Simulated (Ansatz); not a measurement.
# Convergence of ε∞ with k-mesh length in zinc-blende BP at the LDA level

A common rule of thumb holds that a k-mesh length of roughly 20 to 30 Å is enough for a crystal with a gap. The rule comes mostly from total energies, and the response to an electric field can be more demanding. The electronic dielectric constant ε∞ sets the refractive index below the gap and enters the LO-TO splitting and the screening of charged defects, so an unnoticed mesh error is carried into all of these. Here ε∞ of zinc-blende BP is calculated in LDA at one fixed cell while only the k mesh changes. The error is the shortfall against 9.184, the value on a 20×20×20 mesh. It therefore measures numerical convergence, not agreement with experiment. The questions are how fast it falls, from which side, and where it drops below 1 %.

## Calculations

One crystal, BP (zinc-blende) (known phase), relaxed once; then the k mesh alone was changed at fixed cell. The structures stem from measured cells of the Crystallography Open Database, directly or through a relaxation at another level; cell and atoms were relaxed at zero pressure on a 12×12×12 k mesh, the same cell serving all rows, inside the symmetry of the start, with no thermal or zero-point expansion. Program: Ansatz 0.2.0, plane waves, LDA, the program's earlier default PAW potentials, scalar-relativistic without spin-orbit coupling, no spin polarisation. Wave-function cutoff 420 eV (the default for the potentials of each cell); on the k meshes (Γ-centred) the least product of divisions and cell-vector length runs from 12 to 64 Å, relaxations included. Residual pressures at rest stay under 0.01 GPa. Occupations: fixed. Harmonic modes at natural masses come from linear response (density functional perturbation theory), with the acoustic sum rule imposed. ε∞ comes from the response to a homogeneous electric field. Times are rough, from shared x86 server processors. The tabled runs alone: cutoff 420 eV, k length 13 to 51 Å. Warnings of the programs on runs behind the rows: field response mesh resolution (k 4×4×4, k 6×6×6, k 8×8×8).

Notes on method and selection:

- In a crystal with a gap, sums over a regular mesh converge exponentially, more slowly the smaller the direct gap; from which side depends on how the field is represented on the mesh.
- The densest mesh need not be converged, which bends the last points down.
- Runs that did not converge, have known faults or may not be shown are not listed, and runs on Ansatz's PAW sets soft_1 and soft_2 are kept to separate tables.

Columns:

- k-mesh length (Å): k-mesh length, the least over the axes of divisions times cell-vector length.
- direct gap (eV): least direct Kohn-Sham gap on the mesh.
- shortfall of ε∞: shortfall of ε∞ against its value 9.184 on the densest mesh run (20×20×20).
- ε∞: electronic dielectric constant ε∞, a third of the trace.
- highest mode (cm⁻¹): highest zone-centre mode, no LO-TO term.
- cost (core-s): processor time, shared machines, rough.

Input lines of one member:

```
kpoints:
  mp_grid: { grid: [16, 16, 16] }
hamiltonian:
  xc: lda
  pseudopotentials: { kind: paw, azcp: { folder: soft_1 }, xc_functional: pbe }
scf:
  occupations: { method: fixed }
output:
  eigenvalues: true
phonons:
  method: dfpt
  dielectric: true
  rigid_motions: translations
  field_mesh: kpoints
```

Command (options for logging and memory left out): `ansatz run input.yaml --threads 4 --backend cpu`

## Numbers

| member | k-mesh length (Å) | direct gap (eV) | shortfall of ε∞ | ε∞ | highest mode (cm⁻¹) | cost (core-s) |
| --- | --- | --- | --- | --- | --- | --- |
| k 4×4×4 | 12.7 | 3.41 | 1.3676 | 7.816 | 836.4 | 2.1 |
| k 6×6×6 | 19.1 | 3.42 | 0.4930 | 8.691 | 823.0 | 3.6 |
| k 8×8×8 | 25.4 | ? | ? | ? | ? | 6.3 |
| k 10×10×10 | 31.8 | 3.43 | 0.0524 | 9.131 | 820.9 | 11 |
| k 12×12×12 | 38.1 | 3.43 | 0.0165 | 9.167 | 820.9 | 17 |
| k 14×14×14 | 44.5 | 3.43 | 0.0052 | 9.179 | 820.9 | 26 |
| k 16×16×16 | 50.8 | 3.43 | 0.0016 | 9.182 | 820.9 | 38 |

Cells marked ? are withheld until the estimate has been made.

## The trend and its physics

Every mesh shown gives too small an ε∞, and the shortfall shrinks at each step. It is 0.4930 / 9.184 = 5.4 % at 19.1 Å and 0.0524 / 9.184 = 0.57 % at 31.8 Å, so the 10×10×10 mesh already meets the 1 % target.

The fall is close to exponential. From 10×10×10 to 14×14×14 the shortfall drops by a factor 0.0524 / 0.0052 = 10 over 44.5 − 31.8 = 12.7 Å. An error going as the inverse square of the mesh length would have dropped only by a factor of about 2. Exponential decay is what theory gives for a filled set of bands: the summed quantity is smooth and periodic in k, and a regular mesh misses only its Fourier components at long lattice vectors, which die off exponentially when the direct gap is finite. The direct gap of 3.43 eV governs this decay, not the smaller indirect gap, because a uniform field couples states at the same k.

The sign depends on how the field is represented. A possible reason for the shortfall is that a coarse mesh corresponds to a small periodic supercell, in which the long-range part of the electronic displacement is cut off. The slight rise of the direct gap, from 3.41 to 3.43 eV, cannot be the cause, since a larger gap would by itself lower ε∞.

The highest zone-centre mode is less sensitive. At 6×6×6 it lies 823.0 − 820.9 = 2.1 cm⁻¹, or 0.3 %, above its value on the denser meshes, while ε∞ is still off by 5.4 %. A mesh judged by this phonon alone would be too coarse for the dielectric constant.

## Predicting the missing value

Plain estimates from the members shown:

- k 8×8×8, straight-line interpolation between k 6×6×6 and k 10×10×10: w = (25.4 − 19.1) / (31.8 − 19.1) = 0.496, so 0.4930 + 0.496 × (0.0524 − 0.4930) = 0.2744

The straight-line value of 0.2744 for 8×8×8 is too high, because an exponential runs below its chord. The better guide is the factor by which the shortfall falls when two divisions are added per axis. It is 0.4930 / 1.3676 = 0.360 at the coarse end, 0.0165 / 0.0524 = 0.315 from 10×10×10 to 12×12×12, and averages √(0.0524 / 0.4930) = 0.326 per step across the gap in the table.

If this factor keeps decreasing or levels off, the missing value is bracketed. Equal factors on both sides give the lower bound, √(0.4930 × 0.0524) = 0.1607. A factor that has already reached its later value gives the upper bound, 0.0524 × 0.0524 / 0.0165 = 0.1664. The midpoint is 0.164.

The same construction for 12×12×12 gives √(0.0524 × 0.0052) = 0.0165 and 0.0052 × 0.0052 / 0.0016 = 0.0169. Their midpoint, (0.0165 + 0.0169) / 2 = 0.0167, is about 1 % above the tabled 0.0165, though this is a rough check because the last two shortfalls carry only two significant figures. For an even spread over the bracket, the standard deviation is (0.1664 − 0.1607) / √12 = 0.0016, rounded up to 0.002, which is also about 1 % of the estimate.

The expected error of 8×8×8 is then 0.164 / 9.184 = 1.8 %, which would leave 10×10×10 as the coarsest mesh of the series within 1 %. This agrees with the program's resolution warning, which was given for 8×8×8 but not for 10×10×10.

**Committed estimate, k 8×8×8: shortfall of ε∞ = 0.164 ± 0.002.**

## Result

| member | k-mesh length (Å) | direct gap (eV) | shortfall of ε∞ | ε∞ | highest mode (cm⁻¹) | cost (core-s) |
| --- | --- | --- | --- | --- | --- | --- |
| k 8×8×8 | 25.4 | 3.43 | 0.1638 | 9.020 | 821.2 | 6.3 |

| member | estimate | shortfall of ε∞ | computed | estimate − computed | miss in error bars |
| --- | --- | --- | --- | --- | --- |
| k 8×8×8 | committed | 0.1640 | 0.1638 | +0.0002 | 0.1 |
| k 8×8×8 | interpolation | 0.2744 | 0.1638 | +0.1106 |  |

The estimate of 0.164 lies 0.0002 above the computed 0.1638, well inside its error bar of 0.002. Straight-line interpolation missed by 0.1106, or 0.1106 / 0.1638 = 68 %, because it ignores the curvature of an exponential.

The assumption behind the bracket also held. The factor per two added divisions is 0.1638 / 0.4930 = 0.332 before the new point and 0.0524 / 0.1638 = 0.320 after it, between the 0.360 of the coarsest step and the 0.315 of the step from 10×10×10 to 12×12×12. A factor that settles in this way is what exponential convergence predicts; under a power law it would climb towards 1 as the mesh grows. The result supports the exponential decay but does not test the suggested reason for its sign, the cut-off of the long-range electronic displacement.

## Departures from the trend

The 4×4×4 mesh departs most from a single exponential. Carrying the factor 0.320 back from 8×8×8 gives 0.1638 / (0.320 × 0.320) = 1.60, while the computed shortfall is 1.3676, about 15 % smaller. The 6×6×6 mesh departs the same way by only 4 %, with 0.1638 / 0.320 = 0.512 against 0.4930. A plausible reason is that a single decay rate holds only once the mesh is long enough for the slowest-decaying contribution to dominate. On the coarsest meshes faster-decaying contributions can still matter; to explain the departure seen here, they would have to be of opposite sign and so reduce the shortfall.

At the dense end no departure is resolved. The remaining error of the 20×20×20 reference, estimated with the factor 0.315 for two more steps, is 0.0016 × 0.315 × 0.315 = 0.0002, close to the last printed digit.

## Price of accuracy

Going from 4×4×4 to 10×10×10 raises the cost from 2.1 to 11 core-s, a factor of about 5, and cuts the error of ε∞ from 1.3676 / 9.184 = 15 % to 0.57 %. Going on to 16×16×16 costs 38 core-s, another factor of 38 / 11 = 3.5, and brings the error to 0.0016 / 9.184 = 0.02 %. That last gain matters for convergence tests, but it is far below the usual error of LDA itself. For this two-atom cell even the densest mesh listed is cheap, so there is little reason to save on k points.

## Closing remarks

For BP at this fixed cell, ε∞ approaches its dense-mesh value from below, and from 25.4 to 44.5 Å the shortfall falls about tenfold per 13 Å. The 10×10×10 mesh, at 31.8 Å, is the coarsest one listed that is within 1 %. The rule of thumb of 20 to 30 Å is therefore too lenient at its lower end: the error is 5.4 % at 19.1 Å and still 1.8 % at 25.4 Å.

A missing mesh between two computed ones is well estimated by interpolating the logarithm of the shortfall, to about 2 % of the shortfall for 8×8×8.

In terms of the refractive index, √ε∞, the 8×8×8 mesh gives √9.020 = 3.003 against √9.184 = 3.031, an error of 0.9 %.

The input pairs LDA with PAW potentials labelled PBE. This is the same in all rows, so it may shift ε∞ itself but should hardly affect the comparison of meshes. LDA usually makes ε∞ of semiconductors too large, often by several per cent, whereas a coarse mesh here makes it too small. At 6×6×6, where the mesh error is 5.4 %, the two errors could largely cancel, so agreement with experiment there would be misleading.

[Logs are printed without paths, hosts, clocks, repeated set-up lines and the standing remarks that a program may print on its own settings, such as how far it seeks lower states.]
